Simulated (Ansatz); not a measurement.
All numbers below come from DFT PBE, scalar-relativistic, plane waves, PAW (Ansatz). Settings: cutoff 420 eV, Γ-centred meshes spaced at most about 0.3 Å⁻¹, and about 0.25 Å⁻¹ or finer for metals (2π included), Gaussian smearing. Collinear spin in cells that started with moments and kept them past the coarse steps, no spin elsewhere.

Energies over the elements count from the elements' standard structures at the same level (N₂ as a molecule), with no fitted energy shifts.

A relaxed structure of YFeC4N4 has 25.29 Å³/atom, +0.181 eV/atom against the elements, a gap of 0.35 eV on its mesh, a net moment of 0.30 μB/atom:

```
CELL_PARAMETERS angstrom
6.32375 0.00000 0.00000
0.00000 6.32375 0.00000
0.00000 0.00000 6.32375
ATOMIC_POSITIONS crystal
Y 0.00000 0.00000 0.00000
Fe 0.50000 0.50000 0.50000
C 0.21767 0.21767 0.21767
C 0.21767 0.78233 0.78233
C 0.78233 0.21767 0.78233
C 0.78233 0.78233 0.21767
N 0.32500 0.32500 0.32500
N 0.32500 0.67500 0.67500
N 0.67500 0.32500 0.67500
N 0.67500 0.67500 0.32500
```

Problem. Mg takes the place of Y on the same sites, and the cell is relaxed. What changes?

Solution. MgFeC4N4 has a = 6.134 Å: 23.08 Å³/atom, +0.25 eV/atom against the elements, no gap on its mesh, a net moment of 0.40 μB/atom. The volume per atom changes by -8.8 % and the formation energy by +0.07 eV/atom (from unrounded values). The gap closes. The moments change too, so the valence or magnetic state isn't the same. Covalent radii: Y 1.90 Å, Mg 1.41 Å; electronegativities 1.22 and 1.31. The cell follows the size of the atom. Mg is surrounded by 4 C at 2.18 Å; Fe is surrounded by 4 N at 1.96 Å; C is surrounded by 1 N at 1.17 Å and 1 Mg at 2.18 Å; N has 1 C at 1.17 Å and 1 Fe at 1.96 Å.

```yaml
crystal:
  lattice:
    - [6.13361, 0.00000, 0.00000]
    - [0.00000, 6.13361, 0.00000]
    - [0.00000, 0.00000, 6.13361]
  atoms:
    - { symbol: Mg, position: [0.00000, 0.00000, 0.00000] }
    - { symbol: Fe, position: [0.50000, 0.50000, 0.50000] }
    - { symbol: C, position: [0.20538, 0.20538, 0.20538] }
    - { symbol: C, position: [0.20538, 0.79462, 0.79462] }
    - { symbol: C, position: [0.79462, 0.20538, 0.79462] }
    - { symbol: C, position: [0.79462, 0.79462, 0.20538] }
    - { symbol: N, position: [0.31537, 0.31537, 0.31537] }
    - { symbol: N, position: [0.31537, 0.68463, 0.68463] }
    - { symbol: N, position: [0.68463, 0.31537, 0.68463] }
    - { symbol: N, position: [0.68463, 0.68463, 0.31537] }
```

The two cells were relaxed from separate starts that ended on the same group and sites; neither need be the stable form of its compound. Kohn–Sham gaps at this level usually fall short of measured ones. In such compounds of Fe a zero gap at this level may well be an artefact, since no Hubbard U is applied. The reference form of C is held partly by dispersion forces, which this level lacks. Another magnetic order may lie lower. Cells relaxed within their symmetry can be saddle points.

Replacing Y with Mg changes the electron count as well as the size of the site. With cyanide as a closed-shell anion, trivalent Y leaves formally Fe(I) and divalent Mg leaves Fe(II). The rise in moment from 0.30 to 0.40 μB/atom fits high-spin iron in a tetrahedral field losing one minority-spin e electron. A filled minority e shell permits the gap in the Y compound. In the Mg compound that degenerate shell is partly filled, so cubic symmetry itself forces a zero gap, which is no proof of itinerant metallicity.

The contraction comes from the shorter metal–carbon contacts around Mg. The Fe–N bonds actually lengthen slightly and the C–N bonds shorten, which suggests weaker back-donation from the e orbitals into cyanide π* states.

Both cells bind iron through N and the harder Mg or Y through C, the reverse of the usual cyanide preference. The linkage isomer with Fe–C bonds is therefore probably lower in energy, and the positive formation energies don't rule out cyanide frameworks of these compositions in general.
